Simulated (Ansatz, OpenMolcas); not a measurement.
# How methods differ on AlSi2H5O (SMILES [SiH3][Al]1[O][SiH2]1)

The species is AlSi2H5O (9 atoms), meant as a singlet with charge 0. As SMILES, `[SiH3][Al]1[O][SiH2]1`. The shape is that of a PBE0-D4/def2-TZVP optimisation.

Quantity: the HOMO–LUMO gap, in eV. The values are calculated.

| level | kind | program | value (eV) | CPU time |
| --- | --- | --- | --- | --- |
| BLYP/6-31G* (spherical functions) | GGA | Ansatz | 2.72 | 7.8 s |
| PBE/6-31G* (spherical functions) | GGA | Ansatz | 2.71 | 8.6 s |
| revPBE/6-31G* (spherical functions) | GGA | Ansatz | 2.74 | 8.3 s |
| M06-L/6-31G* (spherical functions) | meta-GGA | OpenMolcas | 3.21 | 50 s |
| TPSS/6-31G* (spherical functions) | meta-GGA | OpenMolcas | 2.92 | 56 s |
| r2SCAN/6-31G* (spherical functions) | meta-GGA | Ansatz | 3.10 | 16 s |
| BHLYP/6-31G* (spherical functions) | global hybrid | Ansatz | 6.14 | 10 s |
| wB97M-V/6-31G* (spherical functions) | range-separated hybrid | Ansatz | 8.05 | 1.9 min |

The values span 2.71 to 8.05 eV. Orbital gaps aren't excitation energies; they tend to grow with the share of exact exchange. Times are those of the runs behind each value, whatever else they computed, on shared processors of several kinds: orders of magnitude only.

The three GGAs agree closely, at 2.71 to 2.74 eV, and the meta-GGAs open the gap only modestly, to at most 3.21 eV. The large step comes with the hybrids: 6.14 eV with BHLYP and 8.05 eV with wB97M-V. This probably reflects nonlocal exchange acting differently on occupied and empty orbitals, with the full long-range exchange of wB97M-V widening their separation further.

Chemically, the LUMO is likely to have much of the empty 3p character of three-coordinate aluminium, while the HOMO probably lies in the Al–Si σ bonds, which are higher in energy than the oxygen lone pairs because both partners are electropositive. Strain in the three-membered ring may raise it further. The close agreement among the GGAs shows insensitivity to the choice of GGA, not accuracy of the gap. Nor do the gaps alone reveal how much of the widening comes from a lower HOMO and how much from a higher LUMO.
